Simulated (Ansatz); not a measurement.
SiC: pressure as volume per atom varies

Density functional stress and forces at fixed atoms, pressure and stress positive in compression, spin-unpolarised plane waves. The results are calculated, by Ansatz 0.2.0.

Cell of the first row (space group P6_3mc, No. 186):
```
SiC
1.0
      2.9852     0.0000     0.0000
     -1.4926     2.5853     0.0000
      0.0000     0.0000     9.7744
Si C
4 4
Direct
  0.00000 0.00000 -0.00019
  0.33333 0.66667 0.24998
  0.00000 0.00000 0.49981
  0.66667 0.33333 0.74998
  0.00000 0.00000 0.18729
  0.33333 0.66667 0.43792
  0.00000 0.00000 0.68729
  0.66667 0.33333 0.93792
```

Settings of every row: periodic directions 3; functional HSE06; spin orbit no; potentials PAW; wave cutoff 420 eV; k mesh 6x6x2; smearing width 0 eV.

Limits: stress loosely converged.

```
row  volume per atom (Å³)  pressure (GPa)
  1                 9.429            23.7
  2                 9.724            14.4
  3                10.025               ?
  4                10.332            -1.2
  5                10.645            -7.6
  6                10.964           -13.3
  7                 11.29           -18.2
```

Question: what pressure should row 3 give?

Worked fit of pressure. Take u = (V_r/V)^(2/3) − 1 with V_r = 10.489 Å³ an atom, which is twice the finite (Eulerian) strain; such expansions in the strain, on which the Birch-Murnaghan equation of state is built, carry the rest volume and the bulk modulus. The shown rows have u = 0.07361, 0.05178, 0.0101, -0.00979, -0.0291, -0.04788. Least squares give pressure = −4.54 + 324 × u + 809 × u² GPa; a straight line predicts inner rows, each left out in turn, worse (root mean square 1.1 against 0.032 GPa). All shown rows lie on it to the printed digit. The pressure vanishes at u = 0.0136, or V = 10.28 Å³ an atom, and there the bulk modulus with atoms relaxed is B = −V dP/dV = (2/3)(1 + u) dP/du = 234 GPa. The withheld row has u = 0.03062, so the fit gives −4.54 + 324 × (0.03062) + 809 × (0.03062)² = 6.1 GPa.

The calculation gave 6.2 GPa. The fit lies 0.1 GPa (0.24 % of the column's range) below it, one unit of the last digit.
